Density of states of ZrSnTe (P4/nmm, 6 atoms per cell, a = 4.104 Å, c = 8.800 Å) from Ansatz 0.2.0: PBEsol, scalar-relativistic PAW, no spin polarisation, cutoff 420 eV, Gaussian smearing 0.1 eV, k mesh 10×10×4. The states use tetrahedra on a 15×15×6 mesh, averaged over 0.2 eV bins and counted from the Fermi level; 4d and 5p parts are Löwdin projections summed over sites.

```
energy (eV)  density of states total (states/eV/cell)  DOS Zr 4d (states/eV/cell)  DOS Te 5p (states/eV/cell)  DOS Sn 5p (states/eV/cell)
      -4.75                                      1.97                       0.270                        0.91                       0.440
      -4.55                                      2.45                       0.350                        1.23                       0.510
      -4.35                                      3.07                       0.500                        1.71                       0.500
      -4.15                                      2.53                       0.380                         1.2                       0.570
      -3.95                                      2.92                       0.490                        1.38                       0.640
      -3.75                                      3.06                       0.560                        1.48                       0.640
      -3.55                                      3.62                       0.730                         1.9                       0.640
      -3.35                                      5.06                       1.090                        2.84                       0.770
      -3.15                                      6.16                       1.340                        3.43                       1.000
      -2.95                                      6.19                       1.420                        3.36                       1.080
      -2.75                                      5.00                       1.420                        2.35                       0.990
      -2.55                                      4.91                       1.490                        1.92                       1.270
      -2.35                                      4.01                       1.330                         1.5                       0.980
      -2.15                                      3.13                       1.150                        0.94                       0.830
      -1.95                                      4.49                       1.910                        0.85                       1.480
      -1.75                                      5.07                       2.260                        0.82                       1.730
      -1.55                                      5.49                       2.380                        1.05                       1.780
      -1.35                                      4.35                       1.950                        0.91                       1.270
      -1.15                                      3.63                       1.610                        0.91                       0.900
      -0.95                                      2.81                       1.260                        0.66                       0.700
      -0.75                                      1.22                       0.490                        0.27                       0.360
      -0.55                                      1.46                       0.600                        0.34                       0.390
      -0.35                                      1.54                       0.880                        0.19                       0.340
      -0.15                                      1.34                       0.870                        0.12                       0.250
       0.05                                      1.10                       0.820                        0.08                       0.110
       0.25                                      2.89                       2.240                        0.16                       0.210
       0.45                                      2.77                       2.110                         0.2                       0.140
       0.65                                      3.46                       2.590                        0.31                       0.170
       0.85                                      5.39                       3.960                        0.51                       0.290
       1.05                                      6.61                       4.960                        0.44                       0.420
       1.25                                      8.40                       6.030                        0.46                       0.620
       1.45                                      9.17                       6.420                        0.57                       0.760
       1.65                                     10.21                       7.380                        0.57                       0.730
       1.85                                      6.91                       4.350                        0.51                       0.640
       2.05                                      3.96                       2.240                        0.48                       0.480
       2.25                                      3.29                       1.710                        0.53                       0.500
       2.45                                      4.98                       2.600                        0.97                       0.640
       2.65                                      5.89                       3.030                        1.32                       0.730
       2.85                                      4.29                       2.090                        0.99                       0.550
       3.05                                      4.66                       2.090                        1.09                       0.730
```

Formal charges describe ZrSnTe as Zr⁴⁺, Sn²⁻ and Te²⁻, which leaves the 4d shell of zirconium empty. The calculation puts the electrons elsewhere. At −1.55 eV, well below the Fermi level, the column DOS Zr 4d is larger than DOS Sn 5p and DOS Te 5p. Call the Zr 4d part of the sum of these three columns the d share. It is 17 % in the lowest bin and 70 % in the last bin below the Fermi level, with a long halt on the way. Two things need explaining: how a supposedly empty shell gets into the filled bands, and why its share grows towards the Fermi level.

A tempting answer starts from the compound coming out as a semimetal in this calculation. Its density of states dips at the Fermi level but does not vanish, so the bottom of an otherwise empty d band could reach below the Fermi level and collect electrons there. Multiplying each density by the bin width and adding up tests this. The filled bins of the table hold 5.3 Zr 4d electrons per cell, and the four bins of the dip just below the Fermi level hold only 0.6 of them. Even if every d electron in the dip had spilled over in this way, about nine tenths of the d weight would still need another source.

That source is covalent mixing. Zirconium d orbitals overlap with the p orbitals of their neighbours, so a filled state that is mainly tellurium or tin p also takes in some zirconium d. The table alone cannot prove this, because a bin adds up many states, and half d and half p could also mean pure d states beside pure p states. Theory argues for mixing: nothing would hold a pure d state 5 or 6 eV below the main d peak, whereas a p state at that depth acquires d character through the overlap. Nearer the Fermi level, DOS Zr 4d and DOS Sn 5p share a peak at −1.55 eV, which fits shared states without proving them.

Lithium hydride shows the principle in its simplest form. Its filled bonding orbital sits mainly on hydrogen, whose level is lower, and has a smaller part on lithium. The closer the two levels lie, the more evenly the orbital is shared. The molecule has one bond and one such orbital, while the crystal has five d orbitals on each zirconium atom and p bands several electronvolts wide. What carries over is the role of the energy distance, and the wide bands let us follow it within a single material.

The rule takes two lines. Let a d orbital of energy $E_d$ be coupled to a p orbital with strength $V$, and let the mixed state have energy $E$ and amplitudes $c_d$ and $c_p$. The d row of the eigenvalue equation reads $E_d c_d + V c_p = E c_d$, and rearranging and squaring it gives

$$\frac{c_d^2}{c_p^2}=\left(\frac{V}{E_d-E}\right)^2 .$$

For a given $V$, a state far below the d level takes in little d, and a state close to it takes in much. Anything that brings filled p states nearer to the empty d level should therefore raise the d share, as long as the coupling stays similar. Stronger coupling blurs this trend: it pushes a filled state down and yet raises its d share. There is a ceiling, though. Adding the p row of the same equation shows that, while the p level lies below the d level, the lower mixed state is never more than half d.

For a test, $E_d$ is placed at the highest peak of DOS Zr 4d, at 1.65 eV. $V$ then follows from a least-squares line through the origin, the square root of p weight over d weight against $E_d-E$, drawn over all bins below the Fermi level; it comes to 2.8 eV. The lowest bin, which took part in the fit, lies 6.4 eV below $E_d$. The weight ratio there should be $(2.8/6.4)^2\approx0.19$, and the d share $0.19/1.19\approx16\ \%$, close to the 17 % found.

Over all the filled bins the rule misses the d share by 5 percentage points (root mean square), while the share itself scatters by 15 points about its mean. With $E_d$ moved up by 1 eV and $V$ fitted again, the agreement is just as good. Moved down by as much, it is clearly worse, although the unmixed d level should lie below the peak, because mixing pushes the mainly-d states up. The fit is thus compatible with mixing that grows towards the d level, but it cannot be trusted to locate that level. Nor is $V$ the strength of any single bond, since it lumps together many orbitals and neighbours.

There is a serious alternative: the partner may matter more than the energy. Tin p states might simply take in more d than tellurium p states, and from −1.95 eV up to the Fermi level tin supplies about half to two thirds of the p weight. A straight line of the d share against the tin fraction of the p weight, fitted to the same bins, misses by 6 points although it has two adjustable constants. That difference is too small to settle the matter, because the tin fraction, too, is on the whole higher in the upper filled bins.

The lowest bins separate them better. Between −4.75 and −2.95 eV the tin fraction falls, with some swings, from 33 to 24 % of the p weight. If the partner ruled, the d share should drop too, yet it rises by about 8 percentage points. Here the energy distance gives the right direction and the partner the wrong one. Over the next electronvolt, however, the d share rises by a further 21 points while the tin fraction climbs to 64 %, so there both causes may be at work.

Higher up, the energy rule has its own failure. From −1.95 to −0.55 eV the d share stays between 44 and 48 %, while the rule with its fixed $V$ lets it climb to 61 % at the upper end, past the ceiling of one half. A single constant $V$ treats all p states alike, but some may have a symmetry that lets them meet the d orbitals only weakly. Such states should gather near the top of the filled bands, because weak coupling pushes them down less. The table cannot show this, though, and the partner may have a say here as well. In the last two bins the calculated share itself passes one half, which a p level below a d level cannot produce. Some filled states there must be mainly d, but they hold few electrons. The tempting answer explains them at most in part: on the k mesh, the first band that electron counting leaves empty reaches just 0.13 eV below the top of the last filled one, too little for the bin at −0.35 eV. More likely, a d level lies below a p level at some wave vectors, and the ceiling does not apply there. The details so close to the Fermi level are uncertain, since spin–orbit coupling, which is left out, can shift p levels by tenths of an electronvolt, and functionals such as PBEsol tend to overestimate the overlap of bands in semimetals.

Mixing also has a counterpart on the empty side. Each filled state that takes in some d leaves an empty partner that keeps some p, so p character should return above the d level. It does: at 3.05 eV there is 0.87 of p weight for each unit of d weight, against about 0.18 at the d peak. The rule, carried to this bin outside its fit, gives only 0.25. One p level and one d level thus capture the return of p character but not its amount. Part of the surplus is to be expected from tin, because Sn²⁻ has only four electrons in its three 5p orbitals and so leaves p states empty even without mixing. Tin is not the whole reason, though: tellurium alone has 0.52 of p weight for each unit of d weight in this bin, already more than the rule gives for both.

The formal charges remain useful for counting electrons, but they do not map where the electrons sit. Projected onto atomic orbitals, each zirconium atom holds about 3.2 electrons in its 4d shell. Dividing the electron density into atomic basins instead gives zirconium a charge of about +1.4. Both figures depend on how shared electrons are assigned, yet both are far from an empty shell and a charge of +4. Most of these d electrons belong to states shared with tellurium and tin, well below the Fermi level.
